Silicon pseudo-atom from ld1.x 7.5 in non-relativistic LDA (Perdew-Zunger), with a separable Troullier-Martins potential: [Ne] core, valence 3s² 3p², radii 1.45 (s) and 1.75 bohr (p), p channel local. Levels are solved in the fixed reference potential with spherical Bessel functions (20 bohr box) and given relative to 400 Ry; the sum is weighted by occupation.

| cutoff (Ry) | sum of levels error (mRy) | lowest s level excess (mRy) | lowest p level excess (mRy) |
| --- | --- | --- | --- |
| 10 | 34.14 | 16.69 | 0.38 |
| 15 | 17.02 | 8.30 | 0.21 |
| 21 | 15.22 | 7.46 | 0.15 |
| 30 | 7.14 | 3.48 | 0.09 |
| 40 | 1.78 | 0.87 | 0.02 |
| 50 | 1.54 | 0.76 | 0.01 |
| 60 | 1.12 | 0.55 | 0.01 |
| 80 | 0.22 | 0.11 | 0 |
| 100 | 0.16 | 0.08 | 0 |
| 140 | 0.02 | 0.01 | 0 |
| 200 | 0 | 0 | 0 |

**What happens**

Every row is the same norm-conserving silicon potential in the same state, the spherical, spin-unpolarised 3s² 3p² atom in non-relativistic LDA. Only the basis changes. The cutoff E is the largest kinetic energy of the spherical Bessel functions kept; in rydberg units a function of wave number q has kinetic energy q², so the cutoff wave number is q = √E in bohr⁻¹. The lowest s and p level excesses are the amounts by which the 3s and 3p levels lie above their values at 400 Ry. They are basis errors in a fixed potential and say nothing about agreement with the all-electron atom. The converged s level, −0.79662 Ry, coincides with the all-electron 3s level of the same calculation, so the curve follows the real valence state and no ghost. The sum of levels error is twice the s entry plus twice the p entry in every row (2 × 16.69 + 2 × 0.38 = 34.14 mRy at 10 Ry, 98 % of it from s), so it is no independent evidence.

The s excess falls from each row to the next, as it must when each basis contains the previous one, but it falls in steps. It drops by 50 % from 10 to 15 Ry, by only 10 % from 15 to 21 Ry, and by 75 % from 30 to 40 Ry. It then stalls again from 40 to 50 Ry (13 %) and, after an 80 % drop, a third time from 80 to 100 Ry. The three treads of the staircase lie near 8, 0.8 and 0.1 mRy, each roughly a tenth of the one before.

The steepness of an interval is best measured by the slope −d ln(excess)/d ln E. It is 0.32, 0.61 and 1.4 in the three slow intervals, and in each case both neighbouring intervals are steeper. Rounding to 0.01 mRy can't produce this. The third stall is the least well resolved, yet its slope stays below 1.92 when the entries are moved by half a last digit, while its neighbours stay above 4.78.

The number of functions added doesn't explain it either. In a box of 20 bohr the allowed wave numbers are about π/20 apart, so the steps from 10 to 15 Ry and from 15 to 21 Ry each add four or five functions. The first step gains 16.69 − 8.30 = 8.39 mRy and the second 8.30 − 7.46 = 0.84 mRy, ten times less for the same enlargement of the basis.

**How large the breaks are**

Two smooth laws were fitted as unweighted least-squares straight lines to the logarithm of the s excess in the nine rows from 10 to 100 Ry. The 140 Ry row carries a single digit and was left out. A power of the cutoff gives E^−2.40 with a root-mean-square scatter of 0.40 in the logarithm. An exponential in the wave number, 234 exp(−0.816 q) mRy, does better with 0.26 and serves as the baseline. Its two constants trade against each other and describe the average descent of the staircase, nothing more.

At 40 Ry, a row inside the fit, q = 6.32 and 0.816 × 6.32 = 5.16, so the baseline is 234 exp(−5.16) ≈ 1.34 mRy against 0.87 in the table. At 140 Ry, outside the fit, the table entry is 0.67 of the baseline, which a rounding of ±50 % just covers; the power law is five times too high there, well beyond rounding.

The deviations from the baseline have a pattern. Rows at the front edge of a tread lie below it: by 16 % at 15 Ry, 35 % at 40 Ry and 31 % at 80 Ry. Rows at the back of a tread or at the top of the following drop lie above it, by 30 to 34 % at 21, 30 and 60 Ry and by 19 % at 100 Ry. The rows at 10 and 50 Ry are within 6 %. No single row is an outlier to be discarded. The whole curve swings about the smooth law by a third either way, with a period of two and a half to three bohr⁻¹ in q.

**Why**

A truncated basis cuts off the short-wavelength part of the wave, and the level rises by about the energy that this part carried. Raising the cutoff recovers a thin shell of wave numbers, and the gain is the weight of the wave in that shell times the kinetic energy there. The weight is the square of the Fourier–Bessel transform φ(q) of the pseudo wave. A wave with a feature of definite size has a transform that changes sign, and where φ passes through zero the new functions have almost no overlap with the wave. The basis grows and the level stays where it was.

Single-slit diffraction shows the same thing. The light collected within a growing angle of the far-field pattern rises through each bright fringe and stays flat across each dark one, and for a slit of half-width a the dark fringes are π/a apart in wave number. The cutoff is the collecting angle and the level excess is the light still outside. The analogy covers the flat stretches and their inverse scaling with size. It doesn't cover their spacing or their heights, since a slit has a sharp edge and evenly spaced zeros while the pseudo wave is smooth, and the energy weights each fringe with q².

The formula takes three steps. Split the exact wave ψ of level ε into the part ψ_P inside the basis and the part ψ_Q outside. Because (H − ε)ψ = 0, one has (H − ε)ψ_P = −(H − ε)ψ_Q, and with ψ_P = ψ − ψ_Q on the left side of the bracket it follows that ⟨ψ_P|H − ε|ψ_P⟩ = ⟨ψ_Q|H − ε|ψ_Q⟩. The truncated wave is a trial function whose norm differs from one by parts per thousand, so the right side is very nearly an upper bound to the excess; the wave can relax within the basis and do a little better. In ψ_Q the kinetic energy is tens of rydberg, and if the potential energy of that part is dropped,

excess(E) ≈ ∫ (q² − ε) φ(q)² dq, taken from √E upward,

with φ normalised to ∫φ² dq = 1. The slope of the excess against q is −(q² − ε)φ². Near a zero q₀ the transform is linear in q − q₀, so the excess varies as (q − q₀)³ and is flat over a finite stretch.

The formula can be turned round to read the mean φ² from the table. Between 15 and 21 Ry the wave number runs from 3.87 to 4.58, a width of 0.71 with its middle at 4.23 bohr⁻¹. There q² − ε = 17.9 + 0.8 = 18.7 Ry. The gain of 0.84 mRy means a recovered weight of 0.84 × 10⁻³/18.7 = 4.5 × 10⁻⁵, and division by the width gives a mean φ² of 0.6 × 10⁻⁴ bohr. The same steps give 9 × 10⁻⁴ bohr between 10 and 15 Ry and 1.7 × 10⁻⁴ bohr between 21 and 30 Ry. The weight collapses and then recovers, which a transform of one sign with a steady decay can't do.

**The check against the wave**

That reading uses the convergence data themselves. A separate check comes from the pseudo waves of the same calculation, known to four decimals at 13 radii out to 2.275 bohr. Each wave u(r) was rebuilt by a least-squares fit of ln(u/r^(l+1)), with l = 0 for s and 1 for p, weighted by u. Inside the radius the form was an even polynomial of degree 12, as in the Troullier–Martins scheme; outside it was the exponential decay fixed by the level, with four or five adjustable terms, and value and four derivatives were matched at the radius. The transform and the integral up to 400 Ry were then taken numerically. No entry of the convergence table went into this.

Both rebuilt 3s waves have zeros of φ at 17, 47 and 90 Ry. One zero falls inside each slow interval, and none falls in any other interval up to 100 Ry. The integral also reproduces the heights. With five outer terms it lies between 0.98 and 1.17 times the table entry in all nine rows from 10 to 100 Ry; with four terms, between 0.76 and 1.19. Across the first tread it falls by 8.92 − 8.08 = 0.84 and 8.95 − 8.18 = 0.77 mRy in the two versions, against 0.84 in the table. A curve that covers a factor of two hundred and three stalls is thus recovered from the shape of the wave alone, to within a fifth in the better version and a quarter in the other, where the fitted exponential is off by a third.

The rebuilt wave is imperfect. For 3s the largest deviation from the printed points is 0.00012 with five terms and 0.00042 with four, both above the rounding of 0.00005, and the norms are 0.988 and 1.015. The spread between the two versions grows to about a quarter at 80 and 100 Ry, so the heights there are less secure than the positions of the zeros. The integral also treats q as continuous, while the box holds discrete wave numbers π/20 apart, and the cut acts about midway between the last function kept and the first one dropped. If the s functions vanish at the wall, the cutoff of 10 Ry has only just admitted the twentieth, so the effective cut lies above √E, on the steepest part of the curve. This makes the integral too high there and is the likely larger part of the 17 to 19 % by which both versions overshoot at 10 Ry; relaxation and the dropped attractive potential term have the same sign, and the shares were not separated. At 30 and 80 Ry the cutoff just misses the next function, the effective cut lies below √E, and the integral is no bound and can fall under the table. The other ratios below one belong to the poorer version of the wave. The comparison links two results of one calculation: it shows that the steps are the zeros of this wave's transform, and it is no test of the pseudisation scheme, whose form was assumed.

The simple rule for the spacing fails here. For an s wave φ is proportional to ∫u sin(qr) dr. Each integration by parts brings a factor 1/q, and the boundary terms cancel as long as the derivative is continuous. With four continuous derivatives at the radius r_c the first surviving term is the jump of the fifth, times sin(q r_c)/q⁶. Far out, the zeros are then π/r_c = 2.17 bohr⁻¹ apart and the excess goes as q⁻⁹, that is E^−4.5. The zeros found lie at q ≈ 4.1, 6.9 and 9.5, about 2.7 apart, and the midpoints of the slow intervals are 2.47 and 2.77 apart. A q⁻⁹ envelope would lower the second tread by (6.9/4.1)⁹ ≈ 100 relative to the first and the third by (9.5/6.9)⁹ ≈ 20 relative to the second, where the table shows about ten each time. Below 100 Ry the transform is governed by the shape of the wave inside the radius and the join is secondary. A spacing of 2.7 bohr⁻¹ corresponds to a length π/2.7 ≈ 1.2 bohr, which may be the outer flank of the hollow described next; that identification is a guess.

**Why s is the hard channel, and the break in p**

At 10 Ry the s excess is 44 times the p excess. A rigid rescaling by the radii accounts for little of this. If the two waves had the same shape, lengths in the ratio 1.45 to 1.75 would shift the cutoff by (1.75/1.45)² = 1.46, and s at 15 Ry would be comparable with p at 10 Ry. It is 22 times larger, and even at 40 Ry the s excess is 2.3 times that of p at 10 Ry. This doesn't clear the radii themselves. A pseudo wave changes its shape when its radius moves towards the outermost node, and its hardness can change much faster than the inverse square, in p as in s. The gap belongs to this pair of radii and is no fixed property of the two channels.

The shapes differ. The all-electron 3s wave oscillates in the core, with its last node a little beyond 0.7 bohr and its maximum near 1.75 bohr, so only about a fifth of its charge lies inside 1.45 bohr. Norm conservation gives the nodeless replacement the same small charge, and it has to stay low in the interior and climb steeply to meet the outer lobe. Its amplitude u/r is 0.315 at 0.175 bohr and rises to 0.474 at 1.4 bohr before decaying: a hollow about a bohr wide. This is the visible difference between the channels; one potential can't show that the hollow is what carries the short waves, and its depth is no measure of hardness. In the p channel the factor r² already empties the interior, and u/r² simply falls from 0.398 to 0.248 over the same range.

The rebuilt waves carry this difference through to the numbers: their integrals at 10 Ry are 19.45 and 0.44 mRy, a ratio of 44 again. The p channel is also the local potential while s has a projector, and one potential can't show what exchanging these roles would do. In the formula, that choice enters only through the dropped potential term and the relaxation, since the waves are constructed channel by channel, and the agreement leaves it room of the order of 20 %.

The p curve has one clear break. A power law fitted in the same way to the four rows from 10 to 30 Ry has the exponent −1.28 and predicts 0.063 mRy at 40 Ry; the table has 0.02, and rounding allows 0.025 at most. The rebuilt 3p transform has zeros at 10, 21, 47 and 81 to 82 Ry, and its integral falls from 0.10 to 0.02 mRy between 30 and 40 Ry as the lobe between 21 and 47 Ry is used up. A slowing of p between 15 and 21 Ry is suggested by a slope of 1.0 against 1.5 and 1.4 on either side, but at the limit of rounding its range all but touches that of the following interval. From 40 Ry on, the p differences are one printed unit or none and carry no shape.

**What to do about it**

The change between two neighbouring cutoffs is a poor measure of what remains. From 15 to 21 Ry the s level moves by 0.84 mRy with 7.46 left, nine times as much. From 40 to 50 Ry it moves by 0.11 with 0.76 left, and the steps 50 to 60 and 80 to 100 Ry also understate the remainder, by factors near three. In the other five intervals up to 140 Ry the change exceeds what is left.

A test step should span a full period of the transform, about 2.7 bohr⁻¹ in √E for this channel. That means comparing 15 with 50 Ry, 21 with 60, 30 with 80 or 50 with 100. For every pair of rows that far apart the excess falls by a factor of eight or more, so the observed change is close to the whole error of the lower cutoff. Equal steps in E are the wrong ladder, because the treads are evenly spaced in q and lengthen in E.

The economical cutoffs lie at the front edge of a tread, near 15, 40 and 80 Ry. Going from 40 to 60 Ry enlarges a three-dimensional plane-wave basis by (60/40)^(3/2) ≈ 1.8 and lowers the s excess only from 0.87 to 0.55 mRy, while the step on to 80 Ry lowers it fivefold. A tolerance that falls just under a tread is expensive. The calculation reports 30 Ry for 10 mRy and 70 Ry for 1 mRy in the sum, both taken from a ladder of cutoffs; the sum is already 1.78 mRy at 40 Ry, and the remaining 30 Ry are spent crossing the second tread.

A smooth extrapolation to infinite cutoff inherits the swing of a third, and one made from a few neighbouring rows does worse, since the local slope takes values from 0.32 to above 5. The integral over the transform of the hardest wave is the better predictor and needs only that wave.

For a neighbouring potential the zeros can't be had by scaling. Stretching all lengths by a factor would move them down by its square, but a change of radius stretches nothing outside it, where the all-electron wave stays fixed, and it reshapes the part inside. The low zeros, which don't follow π/r_c here, need not move down at all. A larger radius should lower the treads; their positions have to be taken from the transform of the new wave. Steps are to be expected wherever the transform of a wave changes sign, as it does in both channels here; the curve then looks smooth only where the ladder is too coarse or the excess too small to resolve them.

The numbers concern the waves in a fixed potential. The density needs its own, higher cutoff, and a self-consistent total energy need not follow the sum of levels. In energy differences between similar structures much of a core-region basis error can cancel, which these rows don't test. The potential's own error sets the scale below which convergence buys little: in the same calculation its first and second ionisation energies deviate from the all-electron values by 4 and 32 meV, while 1 mRy is about 14 meV. The s excess on the third tread is smaller than both. Atomic tests of either kind bound the error in a solid without fixing it.
